**Q.** I put one electron into an outer orbital of Gd³⁺ in the spin-polarised, scalar-relativistic LDA atom. The binding falls in the order 6s, 6p, 6d, 7p, 7d, 6f, which follows neither $n$ nor $l$. What sets that order?

Gd3+ as a spherical all-electron atom in Quantum ESPRESSO 7.5 (ld1.x), with scalar-relativistic, spin-polarised LDA (VWN5 correlation) and a point nucleus. Each row is [Xe] 4f6 plus one outer electron, all open-shell spins parallel. Total-energy differences give the energy above [Xe] 4f7 and the binding energy relative to Gd4+ [Xe] 4f6; ε is the outer eigenvalue.

```
outer orbital  energy above the ground configuration (eV)  binding energy (eV)  quantum defect  outer eigenvalue (eV)  outer mean radius (bohr)  −ε / binding energy
           6s                                      16.590               29.107           3.265                -25.800                    2.9612                0.886
           6p                                      22.451               23.247           2.940                -20.538                    3.4561                0.883
           7p                                      32.498               13.200           2.939                -11.801                    6.1617                0.894
           6d                                      29.808               15.890           2.299                -13.981                    4.6180                0.880
           7d                                      35.811               9.8869           2.308                -8.8076                    7.7808                0.891
           6f                                      36.171               9.5261           1.220                -8.3080                    7.2213                0.872
```

**A.** First, the state of each row. The reference is 4f⁷, and every row is 4f⁶ plus one outer electron, with all seven spins parallel. These are constrained configurations: in the 6s row the 4f level with the hole lies at −46.19 eV, below the filled 6s level at −25.80 eV. The energy above the ground configuration and the binding energy $B$ add up to 45.70 eV in every row, the cost of removing a 4f electron, so the two columns carry one trend. The core hardly notices the outer electron: its 4f mean radius stays between 0.794 and 0.796 bohr, against 0.793 in Gd⁴⁺. The 4f⁶ core is a spherical average without terms or spin-orbit coupling. That error enters the excitation energies directly, because 4f⁷ is truly spherical, and largely cancels in $B$, where both sides have 4f⁶.

**Q.** So it is one electron around a nearly rigid ion of charge 4. A hydrogen-like $n=6$ level would then be bound by 6.05 eV, and 6s has 29.1 eV.

**A.** The electron spends most of its time outside the core, where it sees charge 4, but it dives inside, where the nucleus is less screened. There it moves fast and its wave gathers extra phase, so the outer part needs less phase to reach the required number of nodes and can have a lower energy. Outside, the wave is a Coulomb wave for $Z=4$ with a non-integer index $\nu$:

$$B=\frac{Z^2\,\mathrm{Ry}}{\nu^2},\qquad \nu=n-\delta ,$$

with $\delta$ the quantum defect. In the WKB picture the radial phase $\int k\,dr$, with $k^2=2(-B-V)-(l+\tfrac12)^2/r^2$ in atomic units, must equal $\pi(n-l-\tfrac12)$. A pure charge 4 gives $\pi(\nu-l-\tfrac12)$ at the same energy. The difference is $\pi\delta$, so the defect is the excess phase from the core. The centrifugal term turns the electron back earlier as $l$ grows, which is why $\delta$ falls from 3.265 for 6s through 2.940 and 2.299 to 1.220 for 6f.

The order follows from $\nu$. Level $(n+1)l$ is more bound than $n(l+1)$ only if $\delta$ drops by more than one between the two series. From p to d it drops by 0.64, so 6d is more bound than 7p. From 7d to 6f it drops by 1.09, so 7d is just more bound than 6f.

**Q.** The defect is computed from $B$. Isn't the formula true by construction?

**A.** For a single row, yes. The test is to carry $\delta$ from $n=6$ to $n=7$, with nothing fitted to the second row. With $16\,\mathrm{Ry}=16\times13.6057=217.69$ eV, the 6d row gives $\nu=\sqrt{217.69/15.890}=3.701$. Adding one gives 4.701, and $217.69/4.701^2=9.85$ eV for 7d. The table has 9.887 eV, so the estimate is 0.4 % low relative to it. The same step from 6p gives 13.206 eV for 7p against 13.200. Theory argues for such transfer, since deep in the core the potential dwarfs the 6 to 10 eV by which $B$ changes. The evidence here is two pairs. By the same rule 7s would have $\nu\approx3.73$ and sit close to 6d at 3.70, though no s pair checks this. Stepping inward is less safe, because the orbital then overlaps the core much more; a 5d index near 2.7 is at least consistent with the known fact that 4f⁶5d lies below 4f⁶6s in this ion.

**Q.** Does penetration account for the sizes of the defects, or only their direction?

**A.** A non-relativistic WKB model with a smooth charge running from 64 at the nucleus to 4 outside, with two shape constants fitted to all six defects, reproduces them with an rms error of 0.024; the rows are in the output printed below. In it the inner turning point moves from about 0.002 bohr for s to 0.02, 0.07 and 0.2 bohr for p, d and f, and the f electron never sees more than about half the nuclear charge. The steps in $l$, 0.33, 0.64 and 1.08, are far larger than the misfit, so penetration is sufficient for them, though a fit does not prove the cause and the two constants trade against each other.

The model fails on the $n$ dependence. Its defects fall by about 0.06 from 6p to 7p and 0.04 from 6d to 7d, whereas the table moves by −0.001 and +0.009. The defects are therefore steadier than this model gives. The WKB approximation or the assumed shape of the potential may be at fault, or the total-energy differences may contain pieces that change with the orbital, such as core relaxation and leftover self-interaction; nothing here separates these. The fit also says nothing about relativity. The Dirac shift of an s defect at a bare charge of 64 is about 0.1, yet the 6s residual is only −0.013, so the constants may simply have absorbed it.

**Q.** I learned that f electrons stay outside the core and have defects near zero. Why is this one above one?

**A.** For a pure charge 4 the 6f electron would turn back at 1.8 bohr, outside the 5p shell at 1.46 bohr, and would be nearly hydrogenic. Polarisation of the core cannot lift such an orbital to 1.22: it yields 0.023 per bohr³ of polarisability and would need 54 bohr³, far too much for an ion this small, and spherical densities have no explicit dipole response anyway. The standard cause is the collapse of 4f. The nuclear charge is large enough to open an inner well for $l=3$, and 4f sits in it at 0.79 bohr. The outer f functions must be orthogonal to 4f and acquire a node there, which is one full unit of phase that the charge-4 wave does not have. The remaining 0.22 is further penetration.

Counting core shells of the same $l$ works roughly for d too: two shells, $\delta\approx2.3$. It fails for p (four shells, 2.94) and s (five, 3.27). The reason is that $\delta$ counts only the excess over the charge-4 wave, and for low $l$ that wave itself reaches to 0.03 or 0.3 bohr and already gathers phase across the core region.

**Q.** 6f is less bound than 7d, 9.53 against 9.89 eV, but its outer mean radius is smaller, 7.22 against 7.78 bohr. Is that a fault?

**A.** No. At a given energy the size of the Kepler ellipse is fixed, but an eccentric orbit lingers near its far end, and a rounder one does not go as far. For a Coulomb wave,

$$\langle r\rangle=\frac{3\nu^2-l(l+1)}{2Z}.$$

For 6f, $(3\times4.780^2-12)/8=7.07$ bohr, and for 7d the formula gives 7.51. It puts 6f inside 7d by 0.44 bohr (table 0.56), while without the $l$ term 6f would be outside by 0.31. No constant is fitted. The calculated radii exceed the formula in all six rows, by 2 to 6 % of it. For the two p rows that excess is about as large as the $l$ term, so only d and f really test the term. I suspect the excess comes from the electron's repulsion by its own density, which LDA leaves partly uncancelled, but that is untested, and the formula also ignores the core.

**Q.** The last column puzzles me most. Why is $-\varepsilon$, minus the outer eigenvalue, always 0.87 to 0.89 of the binding energy?

**A.** The eigenvalue is a slope, not a removal energy. Janak's theorem, $\partial E/\partial f=\varepsilon(f)$ for occupation $f$, gives $B=-\int_0^1\varepsilon\,df$. In LDA $\varepsilon$ rises as the orbital fills, because the electron feels part of its own charge, so the value at $f=1$ is too shallow. The 4f level shows this: −35.86 eV in 4f⁷ and −55.82 eV in 4f⁶ average to −45.84 eV, within 0.14 eV of the removal energy.

For a frozen outer orbital that dominates the density where it lives, the self-repulsion energy is $f^2F^0/2$ and the local self-exchange is $-Xf^{4/3}$, with $F^0$ the Coulomb integral of the orbital with itself and $X$ the exchange at full occupation. The gap $B+\varepsilon=\varepsilon(1)-\int\varepsilon\,df$ is then $(F^0-F^0/2)-(4X/3-X)=F^0/2-X/3$. For 7p the calculation gives $F^0/2=1.98$ eV and a gap of 1.40 eV, the right size and the right side; how the 0.58 eV divides among exchange, correlation and relaxation is not shown, and this is one row.

Both terms scale as the inverse size, so the gap should be near $c/\langle r\rangle$. It runs from 3.31 eV (6s) to 1.08 eV (7d), a factor of 3.06, the same factor as the full range of $B$. The ratio is steady because $B$ itself scales nearly as the inverse radius: multiplying the two hydrogenic formulas gives $\langle r\rangle B=\tfrac{Z}{4}\,[3-l(l+1)/\nu^2]$ hartree·bohr, in which $\nu$ nearly drops out. With $c=8.96$ eV·bohr, the mean over all six rows, or $8.96/27.21=0.33$ hartree·bohr, the shortfall $c/(\langle r\rangle B)$ is about $0.33/3=0.11$. Since $c$ is taken from the gaps themselves, the scaling explains why the shortfall is steady, not how large it is. The same argument says that the ratio would lie further from one around a core of lower charge.

**Q.** And the small variations in that column?

**A.** Only one is captured well. 6f has the smallest $\langle r\rangle B$, 2.53, being compact for its binding, and the model gives 0.870 against 0.872, the lowest value in both. Over all six rows its rms error is 0.0060, against 0.0072 for a plain constant, and that gain comes from 6f alone. The model ranks 6s highest, at 0.896 against 0.886, whereas the two $n=7$ rows are highest in the table. The product of gap and radius is not constant but runs from 9.8 eV·bohr for 6s to 8.4 for 7d, and 6f, larger than 7p, has the larger product. The inverse-radius law is thus good to within 9 % of the gap, enough for the steadiness of the ratio and for the f row, and too coarse for the rest.

Numerical output:

```
excitation + binding: mean 45.698 eV, spread 0.0010 eV (rounding 0.001)
mean of 4f levels at occupation 7 and 6: 45.84 eV, off by +0.14 eV
defects recomputed with charge 4: largest difference 0.0004; from rounding of B 0.0001
7p from the 6p defect: 13.206 eV, table 13.200, error +0.04 %, drift -0.0009
7d from the 6d defect: 9.849 eV, table 9.887, error -0.38 %, drift +0.0090
defect steps s-p, p-d, d-f at n=6: [0.325 0.641 1.079] ; hydrogenic n=6 binding 6.05 eV
WKB grid check, pure charge 4: largest phase error 0.0000
WKB screened potential: d 0.686 bohr, H 4.01, rms 0.024, worst 6d
row  nu     defect  WKB    resid   r_in(bohr) Zeff   r_in(charge 4)  core shells  defect-shells
6s  2.735  3.265  3.252  -0.013  0.002   63.3  0.032  5  -1.73
6p  3.060  2.940  2.967  +0.027  0.019   57.8  0.301  4  -1.06
7p  4.061  2.939  2.909  -0.030  0.019   57.8  0.292  4  -1.06
6d  3.701  2.299  2.335  +0.037  0.067   46.4  0.899  2  +0.30
7d  4.692  2.308  2.294  -0.014  0.067   46.5  0.847  2  +0.31
6f  4.780  1.220  1.211  -0.008  0.221   27.7  1.822  1  +0.22
Gd4+ core <r>: 4f 0.79, 5p 1.46 bohr; Dirac s shift for bare Z=64, 1-gamma = 0.116
non-penetrating 6f: defect 0.023 per bohr^3 of polarisability; table would need 54 bohr^3
row  <r> table  hydrogenic  table excess %  without l term (bohr)
6s  2.961  2.805  +5.6  2.805
6p  3.456  3.262  +6.0  3.512
7p  6.162  5.934  +3.8  6.184
6d  4.618  4.387  +5.3  5.137
7d  7.781  7.507  +3.7  8.257
6f  7.221  7.070  +2.1  8.570
6f minus 7d: binding -0.361 eV, <r> -0.559, formula -0.437, no l term +0.313 bohr
gap = c/<r>: c 8.96 eV bohr; free exponent -1.13; largest/smallest gap 3.06; binding 3.06
row  gap(eV)  gap*<r>  c/<r> err %  <r>B(Ha bohr)  hydrogenic  ratio table  1-c/(<r>B)
6s  3.307  9.79  -8.5  3.167  3.000  0.886  0.896
6p  2.709  9.36  -4.3  2.953  2.786  0.883  0.888
7p  1.399  8.62  +4.0  2.989  2.879  0.894  0.890
6d  1.909  8.82  +1.7  2.697  2.562  0.880  0.878
7d  1.079  8.40  +6.7  2.827  2.727  0.891  0.883
6f  1.218  8.80  +1.9  2.528  2.475  0.872  0.870
ratio: mean 0.884, range 0.022, rms about mean 0.0072, rms about model 0.0060 (rounding 0.0005)
7p: F0/2 1.98 eV, gap 1.40 eV, difference 0.58 eV, gap/(F0/2) 0.71
```
